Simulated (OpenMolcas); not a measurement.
## How methods differ on SnH2Cl2 (SMILES [Cl][SnH2][Cl])

SnH2Cl2 has 5 atoms, charge 0, and is taken as a singlet. SMILES: `[Cl][SnH2][Cl]`. Geometry: relaxed at PBE0-D4/def2-TZVP.

```xyz
5

Cl   -1.7953   -0.3262    1.2065
Sn    0.1924   -0.1029    0.0386
Cl   -0.2504    1.2955   -1.7539
H     0.6022   -1.6263   -0.5821
H     1.3010    0.6863    1.0494
```

Each level gives the energy change with the Sn2–Cl3 bond stretched from 2.316 to 3.011 Å (eV). The values are calculated.

| level | kind | program | value (eV) | less CCSD(T)/def2-SVPD |
| --- | --- | --- | --- | --- |
| HF/def2-SVPD (core potential) (unrestricted) | Hartree–Fock | OpenMolcas | 1.46 | +0.18 |
| SVWN5/def2-SVPD (core potential) (restricted) | LDA | OpenMolcas | 1.34 | +0.06 |
| PBE/def2-SVPD (core potential) (restricted) | GGA | OpenMolcas | 1.11 | -0.17 |
| r2SCAN/def2-SVPD (core potential) (restricted) | meta-GGA | OpenMolcas | 1.28 | 0.00 |
| M06-2X/def2-SVPD (core potential) (restricted) | hybrid meta-GGA | OpenMolcas | 1.35 | +0.07 |
| PBE0/def2-SVPD (core potential) (restricted) | global hybrid | OpenMolcas | 1.34 | +0.06 |
| B2PLYP/def2-SVPD (core potential) (restricted) | double hybrid | OpenMolcas | 1.26 | -0.02 |
| MP2/def2-SVPD (core potential) (restricted) | perturbation theory | OpenMolcas | 1.38 | +0.10 |
| CCSD(T)/def2-SVPD (Cholesky decomposition, core potential) (restricted) | coupled cluster or CI | OpenMolcas | 1.28 | 0.00 |

Differences are taken from CCSD(T)/def2-SVPD (Cholesky decomposition, core potential) (restricted) for orientation; it has basis-set and higher-order errors of its own. The first shape isn't each level's own minimum. The values span 1.11 to 1.46 eV. In the correlated wave-function rows the outer d shell of Sn is correlated, in sets not made for it.

Every level makes the stretch clearly uphill, as expected for a strong, polar Sn–Cl bond: pulling chlorine away costs both overlap between the tin valence and chlorine p orbitals and electrostatic attraction between the positive tin and the negative chlorine. Hartree–Fock gives the highest cost, 1.46 eV, and PBE the lowest, 1.11 eV. MP2 lowers the Hartree–Fock value but stays above CCSD(T), probably because electron correlation stabilises the stretched bond more than the short one and second order captures only part of that gain.

The density functionals don't follow a simple ladder. SVWN5 and PBE0 coincide at 1.34 eV with PBE well below both, and r2SCAN matches CCSD(T) without any exact exchange, so the fraction of exact exchange alone can't account for the order. The close agreement of r2SCAN and B2PLYP with the coupled-cluster value holds for this one displacement and may owe something to error cancellation. Since the bond is only partly stretched, the energies are not dissociation energies and don't settle how each method would describe the separated radicals.
